In3Sb in a randomly distorted four-atom cell (28.19 Å³ per atom), calculated at fixed geometry with Ansatz 0.2.0: scalar-relativistic PBEsol without spin polarisation, plane waves with the soft_2 PAW datasets, a Gamma-centred 6×6×6 k mesh and Gaussian smearing of 0.1 eV. Energies are extrapolated to zero smearing and given relative to the same cell at a 600 eV wave cutoff.

```
wave cutoff (eV)  energy less reference (meV/atom)  plane waves at gamma
             200                              8470                   741
             250                               961                  1009
             300                              72.9                  1341
             350                              3.47                  1689
             420                              1.17                  2185
```

Two questions about a cutoff

A plane-wave calculation builds its electron orbitals from waves that fit into the crystal cell. The wave cutoff, written E here, is the highest kinetic energy that a wave may have. The column "plane waves at gamma" counts the waves admitted at the Gamma point, where each wave repeats exactly from cell to cell, and so measures the size of the basis. At the other points of the k mesh the waves are slightly shifted, and their number should be nearly the same. The column "energy less reference" gives the error that remains, measured against the same crystal calculated at 600 eV.

Between the first row and the last, the basis grows about threefold while the error shrinks about seven-thousandfold. Both columns can be estimated by hand, but for different reasons. The count is geometry and needs only the volume of the cell. The error depends on the shape of the orbitals, and its rule has to be calibrated.

Counting waves in a sphere

A wave with wave number k has the kinetic energy

E = (ħ²/2m) k², with ħ²/2m = 3.81 eV Å²

All waves below the cutoff therefore lie inside a sphere of radius k. The waves that fit the cell form a regular lattice of points in this space, and each point takes up a volume (2π)³/V, where V is the volume of the cell. If the sphere is large compared with the spacing of the points, their number N is simply one volume divided by the other:

N = (4πk³/3) / ((2π)³/V) = V k³ / (6π²)

Replacing k by the cutoff energy gives a form for the back of an envelope, with V in Å³ and E in eV:

N ≈ V E^1.5 / 440

The kind of atom has dropped out. An empty box of the same volume would hold the same number of waves. Twice the volume at the same cutoff would hold twice as many.

Two rows worked by hand

The cell holds four atoms of 28.19 Å³ each, so V is 112.8 Å³ and the factor V/440 is 0.256. For a cutoff of 200 eV the steps are

√200 ≈ 14.14
E^1.5 = 200 × 14.14 ≈ 2828
N ≈ 0.256 × 2828 ≈ 724

The calculation used 741 waves. For 420 eV the same steps give

√420 ≈ 20.5
E^1.5 = 420 × 20.5 ≈ 8610
N ≈ 0.256 × 8610 ≈ 2204

Here the calculation used 2185. The first estimate is about 2 % too low and the second about 1 % too high. The other three rows are met to better than 1 %. No row of the table was used to set the constant 440, so all five rows test the rule.

The power 1.5 can be tested separately. A straight line fitted by least squares to the logarithms of count and cutoff, over all five rows, has a slope of 1.47 ± 0.02. That is a little low, because the first row lies above the smooth rule and the last row below it.

Why the count is not exact

Consider the limit of a very small cutoff. Only the constant wave, with k = 0, is then left. The true count is one, while the formula tends to zero. A smooth volume can stand for a number of points only when the sphere is many spacings wide.

At the cutoffs of the table the sphere is wide enough, but its surface still cuts through a lattice of separate points. The cell is nearly a cube, so many of these points lie at almost the same distance from the centre and enter the sphere almost together. In an exact cube of the same volume, one group of 48 waves would enter at 193 eV. A cutoff of 200 eV has just taken in that whole group, which explains why the true count there runs ahead of the estimate. The cell of these runs, distorted at random on purpose, is slightly skewed and spreads the group over a range of energies, so this accounts for the sign of the miss and its rough size, not its exact value.

What sets the error

The count tells how many waves there are, not how many the orbitals need. Two limiting cases show the difference. A very spread-out orbital varies slowly in space, and a few long waves describe it fully. An orbital squeezed towards a point contains waves of every length, and no finite cutoff completes it.

Real orbitals lie between these limits, and a simple shape shows how the error should then fall. Take an orbital that fades from its centre as a Gaussian, exp(−αr²). Its content of waves is again a Gaussian, and the weight of a wave is proportional to exp(−k²/2α). Since k² is proportional to the kinetic energy, the weight beyond the cutoff falls roughly exponentially with E. Equal steps of cutoff should then divide the error by equal factors.

The same argument tells what makes a material demanding. The step that buys a factor of ten is proportional to α, and so to one over the square of the orbital's radius. The most compact orbital sets the pace. In this crystal the outer d electrons of both indium and antimony are treated explicitly, and such compact shells tend to demand high cutoffs. How much of the error is theirs remains unmeasured, since they are present in every row.

A rule for the error

A least-squares line through the logarithms of all five errors gives a tenfold fall for every 54 eV. Rounded, and anchored near the 250 eV row, this becomes a rule that can be remembered: 1 eV per atom at 250 eV, and a tenth of that for each further 50 eV. As a formula,

error ≈ 1000 meV/atom × 10^(−(E − 250)/50)

At 200 eV the cutoff is one step below the anchor, so the estimate is 10 000 meV per atom. The table has 8470. At 420 eV it is 170/50 = 3.4 steps above the anchor, which gives 1000/10^3.4, or about 0.4 meV per atom. The table has 1.17, three times as much. Both numbers of this rule were taken from the table itself, so the agreement describes these rows and is no independent test.

Over the whole table the rule stays within a factor of three, while the error itself runs through nearly four powers of ten. Up to 300 eV it is good to about 40 %. At 350 eV it is nearly three times too pessimistic, and at 420 eV three times too optimistic. It serves to tell an error of 100 meV from one of 10, but not one of 10 from one of 5.

Where the straight line bends

The misses have a pattern. The first three steps of 50 eV divide the error by 9, by 13 and by 21, so the fall grows steeper, where the simple Gaussian orbital would give a nearly constant factor. A Gaussian with the shape of a d orbital is expected to steepen too, but less than this. The orbitals in such a calculation are smoothed near the nuclei to make them cheap to describe. Their short waves may therefore run out sooner than those of a Gaussian, but this is a guess that the table does not test.

After 350 eV the behaviour changes. The next step is longer, 70 eV, and yet it divides the error only by 3. The basis grows by 29 % in this step, about as much as in the step before, which cut the error 21-fold. Equal growth of the basis thus buys very unequal gains, and the count alone can't show when the bargain ends.

The limits of the energy scale also show how far the rule may be carried. Towards zero cutoff it would give 100 000 eV per atom, far more than the binding of all the electrons treated. Towards 600 eV it would give a tiny positive error, whereas the table's error is zero there by definition. The rule belongs to the range from 200 to 350 eV. Beyond that, the only value at hand is the one at 420 eV. The rule also belongs to these elements and these PAW datasets, and others need a calibration of their own.

Which error matters in use

An error in the total energy matters less than its size suggests if it stays the same when the atoms move. In the limiting case of an error that does not depend on the positions at all, the energy curve is shifted as a whole and its slopes, which are the forces, stay correct. The crystal comes close to this case at 300 eV. The energy is still off by 73 meV per atom, but no force component differs from its 600 eV value by more than about 0.003 eV/Å.

Differences in energy between two structures should profit in a similar way if both hold the same atoms and are calculated at the same cutoff. How far they do is untested here, because only one structure was calculated. Nor is the cancellation a licence for the lowest cutoffs. At 200 eV the largest change in a force is 0.3 eV/Å, more than the largest force component in the 600 eV reference. The four cutoffs up to 350 eV also lie below the value recommended for the atomic datasets used.

The last millielectronvolt

The table leaves open what holds up the error between 350 and 420 eV. It may be a small share of very short waves that fades slowly. It may also come from the grid for the electron density, whose own cutoff was always four times the wave cutoff and so changed along with it. Repeating the calculations at 350 and 420 eV with the density cutoff of the 600 eV reference would separate the two. A reference well above 600 eV would show how much error the present reference still hides.
